**Problem: what makes one pseudo wave of strontium harder than another**

A norm-conserving pseudopotential replaces the all-electron radial wave $u(r)$ of each angular momentum $l$, inside a radius $r_c$, by a smooth sum of spherical Bessel functions. A plane-wave basis with cutoff $E_c = q^2/2$ (atomic units) drops all Fourier components above the wave number $q$, and the kinetic energy they carry is the residual energy $E_r(q)$. The four cutoff columns give the $E_c$ at which $E_r$ per electron falls to 10, 1, 0.1 and 0.01 mHa; n/a means that no cutoff was reported. The norm is $\int_0^{r_c} u^2\,dr$. The column "above qcut" is $E_r$ at the target wave number $q_c$ for which each wave was optimised: 2.1, 2.9 and 3.2 bohr$^{-1}$ for s, p and d.

Optimised norm-conserving Vanderbilt pseudopotential for Sr, generated with ONCVPSP 4.0.1 from a fully relativistic (Dirac) revPBE atom with a frozen [Kr] core and 1.5 electrons in 5s. For s, p and d in turn, the radii $r_c$ are 3.1, 2.75 and 3.35 bohr, the target wave numbers $q_c$ are 2.1, 2.9 and 3.2 bohr$^{-1}$, and 4, 3 and 4 matching conditions are imposed at $r_c$.

| wave | wave norm inside radius | wave kinetic energy above qcut (mHa) | wave cutoff for 10 mHa (Ha) | wave cutoff for 1 mHa (Ha) | wave cutoff for a tenth mHa (Ha) | wave cutoff for a hundredth mHa (Ha) |
| --- | --- | --- | --- | --- | --- | --- |
| 5s | 0.2373 | 0.061 | 0.85 | 1.50 | 2.25 | 7.05 |
| s projector 2 | 0.1473 | 283 | 7.89 | 27.86 | 32.52 | 38.22 |
| p projector 1 j3/2 | 0.08957 | 1.08 | 1.08 | 4.38 | 30.56 | 64.88 |
| p projector 2 j3/2 | 0.1226 | 73.2 | 26.70 | 51.83 | n/a | n/a |
| p projector 3 j3/2 | 0.1335 | 514 | 47.44 | 79.69 | n/a | n/a |
| p projector 1 j1/2 | 0.09334 | 4.21 | 3.21 | 15.12 | 33.92 | 43.42 |
| p projector 2 j1/2 | 0.1244 | 288 | 43.32 | 49.89 | 74.35 | n/a |
| p projector 3 j1/2 | 0.1356 | 836 | 18.00 | 55.02 | 63.13 | 90.46 |
| d projector 1 j5/2 | 0.6409 | 1.36 | 3.93 | 5.78 | 13.80 | 17.09 |
| d projector 2 j5/2 | 0.1641 | 92.4 | 10.76 | 19.43 | 23.21 | 31.23 |
| d projector 1 j3/2 | 0.6492 | 1.43 | 3.96 | 5.83 | 13.88 | 17.16 |
| d projector 2 j3/2 | 0.1644 | 94.8 | 10.86 | 19.47 | 23.26 | 31.40 |

Of the listed waves of this relativistic revPBE atom only 5s is occupied; 4s and 4p are frozen in the core. The other rows are waves used to build projectors, the later ones at energies raised in steps of 2.4 Ha (s) and 2.8 Ha (p). The d energies were reset during generation. A projector makes the scattering phase error vanish at its own energy, and on the run's coarse energy grid the d errors dip near zero at about $-0.2$ and 2.3 Ha, so the typed d step of 2.5 Ha was kept while the starting energy moved below zero. The cutoffs for 1 mHa span a factor of 53.

**(a)** A tempting rule says that d waves, and compact waves in general, are the hard ones. Test it on the table.

*Solution.* The rule has sound physics behind it. A wave held within a length $\Delta r$ has a momentum spread of at least about $1/\Delta r$, and a d wave with most of its weight inside $r_c$ is such a wave. The first d waves have norms of 0.64 and 0.65, against 0.24 for 5s, which, with the starting energy below zero, shows that the reset put them at the bound, empty 4d level. Among the five first waves (5s and the projectors numbered 1) the 10 mHa cutoffs do rise in the order s, p, d, from 0.85 to 3.96 Ha.

The rule goes no further. At 1 mHa the first p$_{1/2}$ wave (15.12 Ha) is far harder than the first d waves (about 5.8 Ha). Among the second waves d is the softest at 1 mHa, about 19.5 Ha against 27.86 Ha for s and about 51 Ha for p, although at 10 mHa s is still below d. The two waves with the largest norm need less than any later projector at every tolerance.

Over all twelve rows, an unweighted least-squares fit of $\ln E_c$(1 mHa) to a constant leaves a root-mean-square scatter of a factor 3.2. A term linear in $l$ leaves 3.2 again. A term linear in the norm leaves 2.8, with a negative slope, the opposite of what the rule asks. The norm is in any case a doubtful measure of compactness for unbound waves, whose normalisation depends on how the generator confines them outside $r_c$.

Even the partial success is not clean. The order s, p, d is also the order of the chosen targets, $q_c^2/2$ = 2.21, 4.21 and 5.12 Ha, and the optimisation has no incentive to remove components below $q_c$. The table cannot tell whether the first d waves are harder by nature or were asked for less.

**(b)** Two other causes are the radius and the place of the wave in the projector sequence. Derive a model for each, combine them, and estimate the 1 mHa cutoff of the second d$_{5/2}$ wave.

*Solution.* A particle in a one-dimensional box of length $L$ is the simplest guide. Its $n$-th state has wave number $n\pi/L$ and energy $n^2\pi^2/2L^2$, so the energy scales as $L^{-2}$ at fixed shape and the second state costs four times the first. The analogy gives the scaling with size and the direction of the trend with added oscillations. It gives no cutoff for a tolerance, because $E_c$ measures the far tail of a momentum distribution, which depends on how the wave is joined at $r_c$ and on its fixed part outside.

For the radius, suppose the shape is fixed, $u = f(r/r_c)$. The transform then depends on $q r_c$ only, a given tolerance is met at roughly fixed $x = q r_c$, and $E_c = x^2/2r_c^2$. This predicts no spread within a channel, yet the second wave needs 3.3 to 18.6 times the 1 mHa cutoff of the first at the same radius. Between channels it gives the order of the second waves at 1 mHa but too weak a dependence: d/p should be $(2.75/3.35)^2 = 0.67$ and is 0.38, with j partners averaged. As a one-constant fit to all rows it leaves a factor 3.0.

For the sequence, let $\lambda = 0$ for first and 1 for later waves, each class with its own $x$. The two effects multiply in $E_c$ and add in the logarithm:

$$\ln (E_c/\mathrm{Ha}) = a + b\lambda - 2\ln (r_c/\mathrm{bohr}).$$

The same fit to all twelve rows at 1 mHa gives $a = 3.85$ and $b = 1.96$. For the second d$_{5/2}$ wave, $e^{3.85} = 47$, $e^{1.96} = 7.1$ and $r_c^2 = 11.2$, so $E_c = 47 \times 7.1/11.2 \approx 30$ Ha. The table has 19.43 Ha, 0.65 of the estimate, and this row was part of the fit.

The scatter falls to a factor 1.7. Without the radius term it is 1.9, so nearly all the gain comes from $\lambda$, and at 10 mHa the radius term changes almost nothing. Predicting each row from the other eleven gives 1.9, which flatters the model, since the d waves come in j pairs equal within 1%. The worst rows are 5s (0.31 of the model) and the first p$_{1/2}$ wave (2.4 times). Rounding to 0.01 Ha accounts for at most 0.6%, so these are failures of the model. The split itself needs no fit: at 10 and at 1 mHa every later wave is harder than every first wave.

Why later waves are so much harder is argued here and not shown by a column. A free wave of energy $\varepsilon$ needs a cutoff of about $\varepsilon$, so a step in energy alone would raise $E_c$ by 1 Ha per Ha. From first to second wave the s and p cutoffs rise by 11 to 17 Ha per Ha, and from second to third by 10 (p$_{3/2}$) and 1.8 (p$_{1/2}$). Three things may act together. First, the target can be too low for a later wave. By Slater's transition-state rule the 5s level at occupation 1.5 lies near minus the computed ionisation energy, about $-0.2$ Ha, so the second s wave sits near 2.2 Ha, right at $q_c^2/2$, and keeps 283 mHa above it. The third p waves lie above their target too, but the second p waves lie below theirs, and the second d waves, near 2.3 Ha against a target of 5.12 Ha, still keep over 90 mHa, so this is not the whole cause. Second, each later wave must also reproduce its overlap with the earlier ones, one more condition per earlier wave. The outputs do not show whether the generator enlarges the basis to make up for this, so the loss of freedom is not known. Third, confining an unbound wave broadens its momentum distribution, though the first p waves are unbound too. For a neighbouring potential with similar steps and targets, a jump of several times from first to second wave is the sound guess, while the effect of the radius cannot be read from this run: it changes only together with the channel, and among the second waves the apparent exponent is $-4.9$, not $-2$.

**(c)** Does the split survive at 0.1 mHa, and is the difference between p$_{1/2}$ and p$_{3/2}$ a spin-orbit effect?

*Solution.* It does not survive. At 0.1 mHa both first p waves (30.56 and 33.92 Ha) are harder than the second d waves (about 23.2 Ha). The optimisation presses $E_r$ down at $q_c$ and leaves a small remainder spread over high $q$, so the curve can flatten just beyond the target. The first p$_{1/2}$ wave shows this: it falls from 10 to 4.21 mHa between 3.21 and 4.21 Ha, then needs 15.12 Ha to reach 1 mHa. The first p$_{3/2}$ wave flattens a little later, paying four times the cutoff for the decade down to 1 mHa (4.38 Ha) and seven times for the next.

A tail argument points to p. With $M$ matching conditions (the value and the first $M-1$ derivatives) the $M$-th derivative jumps at $r_c$; integrating by parts $M+1$ times gives $\tilde u \sim q^{-(M+1)}$, so $E_r \sim \int_q^\infty k^2 \tilde u^2\,dk \sim E_c^{-(M-1/2)}$. A decade then costs $10^{1/(M-1/2)}$, which is 2.5 for p ($M=3$) and 1.9 for s and d ($M=4$). The table has not reached this regime. From 0.1 to 0.01 mHa seven of the nine complete rows pay only 1.2 to 1.4, the first p$_{3/2}$ wave pays 2.1 and 5s pays 3.1. Since p also has the smallest radius, three projectors and its own basis size and $q_c$, one run cannot decide why it is worst, and the three p rows with n/a hide part of its tail. The 5s figure has a small flaw: $E_r$ is 0.061 mHa at 2.21 Ha while the 0.1 mHa cutoff is listed at 2.25 Ha, a mismatch whose cause the outputs do not show.

The j partners have norms within about 4%, yet their cutoff ratio (j = 1/2 over 3/2) for the first wave runs 3.0, 3.5, 1.1, 0.67 down the tolerances, and is 0.38 for the third wave at 10 mHa. Ratios that change direction with tolerance and projector do not measure a spin-orbit splitting; they belong to the pseudised shapes. The factor 3.5 is enlarged by the flat stretch: p$_{1/2}$ still has 4.21 mHa at $q_c$ and must reach 1 mHa beyond it. That does not account for the 3.0 at 10 mHa, where both cutoffs lie below the target.

The p channel is also faulty, as may happen with settings drawn at random. A bound ghost, a spurious state of the nonlocal potential, lies at $-9.76$ Ha in p$_{3/2}$. The p$_{1/2}$ scattering phase error of the same run falls by $0.97\pi$ between $-0.18$ and 1.26 Ha, the sign of an extra pseudo state at low energy. The error is about 1 rad at 0.18 Ha, the grid point nearest the reference energy of 0.22 Ha (p$_{3/2}$ has $-0.0034$ rad at the same point), and again about 1 rad at 0.54 Ha. This does not show a miss at 0.22 Ha itself, which is not on the grid: the projector should match the scattering there, and a steep extra state nearby can leave a large error only 0.04 Ha away. It does show that any match is confined to a narrow range of energy. The s error also falls by almost $\pi$, but higher up, between about 3 and 5 Ha. Counting states from these phases needs some care, because steps of $\pi$ at narrow ghost or core levels were added to them at the known level energies. The run also raises seven positive-energy ghost flags, at least one of them within the scanned energies, though such flags include harmless ones at very high energy. Whether ghosts and hard p waves share a cause is open. The 1.50 Ha that the run reports as its 1 mHa cutoff is the 5s value alone, and the solved atomic excitation tests, all-electron against pseudo, agree within about 18 meV (one test was not solved). Neither number gives the error in a solid, and neither clears a potential whose p$_{3/2}$ channel binds a state far below the valence level.
